**Spin splitting of the 3p level in 17-electron ions: scaling with orbital size**

The table holds 3p up and down Kohn-Sham eigenvalues, mean radii and their energy gap for six ions from K2+ to Ta56+, computed with ld1.x in scalar-relativistic, spin-polarised LDA-PZ with spherical densities. The program tests whether the gap scales as the inverse radius, as Slater exchange implies, against scaling with the binding energy or with Z, and evaluates a first-order exchange-correlation integral over hydrogenic shells with no fitted constant. The gap follows 1/⟨r⟩ with an exponent of 1.06, proportionality to the binding fails, and the hydrogenic model is within 1.3 % when correlation is included but 6 to 29 % too high with exchange alone; it shares the functional of the calculation and is no test of it. The relative difference of the up and down radii is about a quarter of gap/|ε|, and slightly less for the two heaviest ions. A j-averaged Dirac contraction removes the upturn of the slope at high Z but appears to overcorrect, and an order-of-magnitude spin-orbit estimate for Se17+ and Eu46+ exceeds the gap, which is an eigenvalue difference of the spherical model and no observable splitting.

All-electron Kohn-Sham calculations with ld1.x of Quantum ESPRESSO 7.5 for 17-electron ions, [Ne] 3s2 3p5 with three up and two down 3p electrons. They are scalar-relativistic and spin-polarised, with the LDA (Slater exchange, Perdew-Zunger correlation), spherical densities and a point nucleus. Eigenvalues are negative for bound levels.

## The fit in Python

```python
# Table: 3p up/down Kohn-Sham eigenvalues (eV), mean radii (bohr) and their gap, 17-electron ions,
# Quantum ESPRESSO ld1.x, LDA-PZ, scalar-relativistic, spin-polarised, spherical. Tested: gap ~ 1/<r>
# (exchange scaling) vs rivals; hydrogenic first-order LSDA model; radius difference; Dirac contraction.
T = {
    'ion': ['K2+', 'Se17+', 'Mo25+', 'Tc26+', 'Eu46+', 'Ta56+'],
    'Z': [19, 34, 42, 43, 63, 73],
    'charge': [2, 17, 25, 26, 46, 56],  # e
    'eigenvalue_3p_up': [-39.763, -678.23, -1305.9, -1398.6, -3933.7, -5708.2],  # eV
    'eigenvalue_3p_down': [-38.714, -675.13, -1301.8, -1394.3, -3926.6, -5699.7],  # eV
    'mean_radius_3p_up': [1.3502, 0.49684, 0.37352, 0.36223, 0.2242, 0.18718],  # bohr
    'mean_radius_3p_down': [1.3588, 0.49741, 0.37381, 0.3625, 0.22429, 0.18724],  # bohr
    'gap': [1.049, 3.098, 4.182, 4.319, 7.107, 8.558],  # eV
}
import numpy as np
from scipy.special import eval_genlaguerre as Lag
from scipy.constants import physical_constants as pc, alpha
Ha = pc['Hartree energy in eV'][0]
A = lambda k: np.array(T[k], float)
ion = T['ion']; Z = A('Z'); g = A('gap'); ru = A('mean_radius_3p_up'); rd = A('mean_radius_3p_down')
e = -(A('eigenvalue_3p_up') + A('eigenvalue_3p_down'))/2; r = (ru + rd)/2
Zr = 12.5/r; Ze = np.sqrt(18*e/Ha); dr = rd - ru
P = lambda lab, v, f: print(lab, ' '.join(f % x for x in v))
print('rows:', ' '.join(ion), '| rounding: gap 0.0005 eV')
print('last/first: gap %.2f, |eps| %.1f, 1/r %.2f' % (g[-1]/g[0], e[-1]/e[0], r[0]/r[-1]))
P('dgap/dZ eV (Mo-Tc +-0.001):', np.diff(g)/np.diff(Z), '%.4f')
P('d(1/r)/dZ 1/bohr:', np.diff(1/r)/np.diff(Z), '%.4f')
P('gap*r eV bohr:', g*r, '%.3f'); P('gap/|eps| %:', 100*g/e, '%.3f')
p = np.polyfit(np.log(1/r), np.log(g), 1)[0]; q = np.polyfit(np.log(e), np.log(g), 1)[0]
print('exponent of gap in 1/r %.3f, in |eps| %.3f' % (p, q))
P('local exponent in 1/r:', np.diff(np.log(g))/np.diff(np.log(1/r)), '%.3f')
one = np.ones_like(g)
for lab, M in [('a/r', [1/r]), ('a|eps|', [e]), ('a/r+b', [1/r, one]), ('aZ+b', [Z, one])]:
    M = np.array(M).T; c = np.linalg.lstsq(M/g[:, None], one, rcond=None)[0]; res = 100*(M@c/g - 1)
    P('fit %s coef %s worst %s; err %%:' % (lab, np.round(c, 4), ion[np.argmax(abs(res))]), res, '%+.1f')
x = np.linspace(-11, 3.2, 6000); R = np.exp(x); w = 4*np.pi*R**3*(x[1] - x[0])
def rho(n, l, z):
    s = 2*z*R/n; d = (s**l*np.exp(-s/2)*Lag(n-l-1, 2*l+1, s))**2
    return d/np.sum(d*w)
def ec(rs, gm, b1, b2, a, b, c, d):  # PZ parametrisation, hartree
    return np.where(rs > 1, gm/(1+b1*np.sqrt(rs)+b2*rs), a*np.log(rs)+b+c*rs*np.log(rs)+d*rs)
def model(z1, z2s, z2p, z3s, z3p):
    h = rho(1, 0, z1)+rho(2, 0, z2s)+3*rho(2, 1, z2p)+rho(3, 0, z3s)+1e-60; o = rho(3, 1, z3p)
    u = h+3*o; d = h+2*o; n = u+d; ze = (u-d)/n; rs = (3/(4*np.pi*n))**(1/3)
    dx = (6/np.pi)**(1/3)*(np.cbrt(u)-np.cbrt(d))
    de = ec(rs, -.0843, 1.3981, .2611, .01555, -.0269, .0007, -.0048)-ec(rs, -.1423, 1.0529, .3334, .0311, -.048, .002, -.0116)
    dc = -2*de*(4/3)*(np.cbrt(1+ze)-np.cbrt(1-ze))/(2**(4/3)-2)
    return Ha*np.sum(o*dx*w), Ha*np.sum(o*dc*w)
m = np.array([model(z-.3, z-4.15, z-4.15, y, y) for z, y in zip(Z, Zr)])  # Slater screening of core
P('model exchange eV:', m[:, 0], '%.2f'); P('model correlation eV:', m[:, 1], '%.2f')
P('model x only err %:', 100*(m[:, 0]/g-1), '%+.1f'); P('model x+c err %:', 100*(m.sum(1)/g-1), '%+.1f')
P('model (x+c)*r eV bohr:', m.sum(1)*r, '%.3f'); P('model x*r eV bohr:', m[:, 0]*r, '%.3f')
P('model |c|/x %:', -100*m[:, 1]/m[:, 0], '%.0f'); P('(gap - model c)*r eV bohr:', (g-m[:, 1])*r, '%.3f')
# further output of the same runs: <r> of 1s,2s,2p,3s (up); F0,F2(3p,3p) hartree; <r^-3>(3p up)
F = {'Se17+': ([.044149, .19485, .16994, .50492], 1.8096, .91518, 254.66),
     'Eu46+': ([.02233, .094204, .082913, .2299], 4.0098, 2.0093, 2833.424)}
for k, (rr, F0, F2, r3) in F.items():
    i = ion.index(k); a, b = model(*(np.array([1.5, 6, 5, 13.5])/rr), Zr[i]); G = g[i]/Ha
    print('%s model with further-output radii: x %.2f c %.2f eV, err %+.1f %%' % (k, a, b, 100*((a+b)/g[i]-1)))
    print('  gap/F2 %.4f, gap/(3F2/25) %.3f, ((F0+0.4F2)/3)/gap %.2f, F2*r %.4f' % (G/F2, G/(.12*F2), (F0+.4*F2)/3/G, F2*r[i]))
    print('  spin-orbit order only, bare Z: %.0f eV, %.0f x gap' % (.75*alpha**2*Z[i]*r3*Ha, .75*alpha**2*Z[i]*r3/G))
fl = np.where(r > 1, 1e-4, 1e-5)
P('dr/r x1e3:', 1e3*dr/r, '%.3f'); P('  rounding floor % of dr:', 100*fl/dr, '%.0f')
P('(dr/r)/(gap/|eps|):', dr/r*e/g, '%.3f'); P('(dr/r)/(gap/(Zr^2/18 Ha)):', dr/r*Zr**2/18*Ha/g, '%.3f')
P('Z-Zeff from eps:', Z-Ze, '%.2f'); P('Z-Zeff from r:', Z-Zr, '%.2f')
def dirac(z):
    t = 0
    for k, nr, wt in [(1, 2, 1/3), (-2, 1, 2/3)]:
        v = nr+np.sqrt(k*k-(z*alpha)**2); N = np.sqrt(v*v+(z*alpha)**2)
        t = t+wt*((3*N*N-k*k)*v/N-k)/25
    return t
for lab, z in [('Z', Z), ('Zr', Zr)]:
    c = dirac(z); P('Dirac contraction %% at %s:' % lab, 100*(1-c), '%.2f')
    P('  Z-Zeff(r) corrected:', Z-Zr*c, '%.2f'); P('  dgap/dZ corrected eV:', np.diff(g*c)/np.diff(Z), '%.4f')
assert np.all(g > 0) and np.all(dr > 0)
assert 0.9 < p < 1.2
assert np.all(np.diff(g/e) < 0) and np.all(np.diff(g*r) > 0)
```

Output:

```
rows: K2+ Se17+ Mo25+ Tc26+ Eu46+ Ta56+ | rounding: gap 0.0005 eV
last/first: gap 8.16, |eps| 145.4, 1/r 7.24
dgap/dZ eV (Mo-Tc +-0.001): 0.1366 0.1355 0.1370 0.1394 0.1451
d(1/r)/dZ 1/bohr: 0.0849 0.0831 0.0835 0.0850 0.0882
gap*r eV bohr: 1.421 1.540 1.563 1.565 1.594 1.602
gap/|eps| %: 2.673 0.458 0.321 0.309 0.181 0.150
exponent of gap in 1/r 1.061, in |eps| 0.419
local exponent in 1/r: 1.080 1.051 1.050 1.038 1.029
fit a/r coef [1.5423] worst K2+; err %: +8.5 +0.1 -1.3 -1.5 -3.2 -3.7
fit a|eps| coef [0.0021] worst K2+; err %: -92.1 -53.9 -34.3 -31.8 +16.6 +40.5
fit a/r+b coef [ 1.6228 -0.151 ] worst Se17+; err %: -0.2 +0.5 +0.2 +0.2 -0.3 -0.5
fit aZ+b coef [ 0.1374 -1.5642] worst Ta56+; err %: -0.2 +0.3 +0.6 +0.6 -0.2 -1.1
model exchange eV: 1.35 3.55 4.67 4.81 7.65 9.10
model correlation eV: -0.32 -0.43 -0.47 -0.47 -0.53 -0.55
model x only err %: +29.1 +14.5 +11.7 +11.4 +7.6 +6.4
model x+c err %: -1.3 +0.6 +0.6 +0.5 +0.2 -0.1
model (x+c)*r eV bohr: 1.402 1.550 1.572 1.574 1.597 1.601
model x*r eV bohr: 1.834 1.764 1.745 1.744 1.715 1.704
model |c|/x %: 24 12 10 10 7 6
(gap - model c)*r eV bohr: 1.852 1.754 1.737 1.735 1.712 1.706
Se17+ model with further-output radii: x 3.52 c -0.43 eV, err -0.1 %
  gap/F2 0.1244, gap/(3F2/25) 1.037, ((F0+0.4F2)/3)/gap 6.37, F2*r 0.4550
  spin-orbit order only, bare Z: 9 eV, 3 x gap
Eu46+ model with further-output radii: x 7.70 c -0.54 eV, err +0.7 %
  gap/F2 0.1300, gap/(3F2/25) 1.083, ((F0+0.4F2)/3)/gap 6.14, F2*r 0.4506
  spin-orbit order only, bare Z: 194 eV, 27 x gap
dr/r x1e3: 6.349 1.147 0.776 0.745 0.401 0.320
  rounding floor % of dr: 1 2 3 4 11 17
(dr/r)/(gap/|eps|): 0.237 0.250 0.242 0.241 0.222 0.214
(dr/r)/(gap/(Zr^2/18 Ha)): 0.779 0.354 0.314 0.310 0.265 0.252
Z-Zeff from eps: 13.91 12.84 12.63 12.61 12.01 11.57
Z-Zeff from r: 9.77 8.86 8.55 8.50 7.26 6.23
Dirac contraction % at Z: 0.33 1.08 1.65 1.73 3.78 5.14
  Z-Zeff(r) corrected: 9.80 9.13 9.10 9.10 9.36 9.66
  dgap/dZ corrected eV: 0.1346 0.1310 0.1313 0.1297 0.1280
Dirac contraction % at Zr: 0.08 0.59 1.04 1.11 2.94 4.26
  Z-Zeff(r) corrected: 9.78 9.00 8.90 8.89 8.89 9.08
  dgap/dZ corrected eV: 0.1354 0.1323 0.1327 0.1314 0.1295
```
